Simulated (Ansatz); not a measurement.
# Relative energies of C2HF3O2 isomers

2 of its isomers, all singlets with charge 0: A = trifluoroacetic acid `O=C(O)C(F)(F)F`; B = `O=COC(F)(F)F`.

Shapes, held fixed at every level: PBE0-D4/def2-TZVP. Flexible molecules stand in one conformer, not always the lowest. Programs: Ansatz 0.2.0.

A:

```xyz
8

O     1.7128   -0.3174    0.2227
C     0.5228   -0.3571    0.2077
O    -0.2424   -1.3114    0.7236
C    -0.3595    0.7343   -0.4384
F     0.3942    1.6904   -0.9486
F    -1.1731    1.2697    0.4708
F    -1.1037    0.2104   -1.4116
H     0.3410   -1.9761    1.1180
```

B:

```xyz
8

O     0.8830   -0.9976    1.3115
C     0.0007   -1.2488    0.5653
O    -0.5381   -0.3986   -0.3618
C    -0.0380    0.8783   -0.4712
F    -0.7294    1.4714   -1.4278
F    -0.1887    1.5619    0.6508
F     1.2411    0.8772   -0.8071
H    -0.5386   -2.2008    0.4845
```

Electronic energies in kJ/mol, without zero-point or thermal terms.

| level | kind | B − A |
| --- | --- | --- |
| HF/def2-SVP | Hartree–Fock | -6.4 |
| BHLYP-D4/def2-TZVPP | global hybrid | +8.6 |
| PBE0-D4/def2-TZVPP | global hybrid | +14.7 |
| r2SCAN0-D4/def2-TZVPP | global hybrid | +10.4 |
| wB97X-V/def2-TZVPP | range-separated hybrid | +11.0 |
| MP2/def2-TZVPP | perturbation theory | +12.2 |
| CCSD(T)/def2-SVP | coupled cluster or CI | +1.4 |
| CCSD(T)/CBS estimate | coupled cluster or CI | +12.6 |

The highest level, CCSD(T)/CBS estimate, puts A lowest of these. HF/def2-SVP puts B lowest. The B − A difference spans -6.4 to +14.7 kJ/mol over the levels. The CBS estimate extrapolates MP2 from def2-TZVPP and def2-QZVPP and adds CCSD(T) − MP2 in the triple-zeta set, cores frozen.

Trifluoroacetic acid lies below trifluoromethyl formate by 12.6 kJ/mol at the highest level, a small gap for an acid and its isomeric formate ester; in the fluorine-free pair, acetic acid is favoured over methyl formate far more strongly. Fluorination probably narrows the gap from both sides. In the acid, the strongly withdrawing CF3 group sits on an already electron-poor carboxyl carbon, whereas in the ester it is bound to oxygen, whose lone pairs can donate into the C–F antibonding orbitals, an anomeric stabilisation.

The reversed order at HF/def2-SVP reflects two deficiencies acting in the same direction. Correlation in the same small basis already moves the balance to the acid, but only to +1.4 kJ/mol, and most of the remaining preference appears on going to the basis-set limit. Every level with a larger basis favours the acid, so the sign of the electronic energy difference is well supported. The small gap says nothing about how readily the two interconvert, since that requires breaking and re-forming strong bonds.
